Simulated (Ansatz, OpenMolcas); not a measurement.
GaNH2F2 (SMILES [NH2][Ga]([F])[F]): the electronic atomisation energy, rung by rung

GaNH2F2 has 6 atoms, charge 0, and is taken as a singlet. As SMILES, `[NH2][Ga]([F])[F]`. Geometry: relaxed at PBE0-D4/def2-TZVP.

Quantity: the electronic atomisation energy, in eV. The values are calculated. Electronic energies at fixed atoms, without zero-point motion or spin-orbit coupling.

| level | kind | program | value (eV) | CPU time (all runs) |
| --- | --- | --- | --- | --- |
| PBE/cc-pVDZ | GGA | Ansatz | 20.97 | 8 s |
| revPBE/cc-pVDZ | GGA | OpenMolcas | 20.03 | 60 s |
| TPSS/cc-pVDZ | meta-GGA | OpenMolcas | 20.56 | 73 s |
| r2SCAN/cc-pVDZ | meta-GGA | Ansatz | 20.49 | 21 s |
| r2SCAN0/cc-pVDZ | hybrid meta-GGA | Ansatz | 19.75 | 17 s |
| HSE06/cc-pVDZ | range-separated hybrid | Ansatz | 20.14 | 9.8 s |
| B2PLYP/cc-pVDZ | double hybrid | Ansatz | 19.96 | 12 s |
| MP2/cc-pVDZ | perturbation theory | Ansatz | 19.81 | 3.2 s |

All-electron rows without a relativistic Hamiltonian named are non-relativistic. Correlated wave functions underbind in double-zeta sets. The values span 19.75 to 20.97 eV. In the correlated wave-function rows the outer d shell of Ga is correlated, in sets not made for it. CPU times are rough (shared hosts, several kinds of processor and program).

Breaking GaNH2F2 into atoms costs about as much energy as its bonding pattern suggests: two strongly polar Ga–F bonds, a polar Ga–N bond and two robust N–H bonds. Gallium is formally trivalent, and the large electronegativity difference to fluorine adds substantial ionic stabilisation to the covalent σ bonding. Donation from the nitrogen lone pair into the formally empty Ga 4p orbital can strengthen the Ga–N link further, though fluorine lone pairs compete for the same orbital.

PBE gives the largest value, 20.97 eV, and r2SCAN0 the smallest, 19.75 eV. Going from r2SCAN to r2SCAN0 lowers the result, probably because exact exchange reduces the semilocal functional's bias towards the molecule over its open-shell atoms. Hybrids don't lie below every semilocal functional, however: revPBE, at 20.03 eV, falls below HSE06, at 20.14 eV. The form of the semilocal exchange therefore matters as well as the presence of exact exchange. The total can't be divided into individual Ga–F, Ga–N and N–H bond strengths without fragment energies.
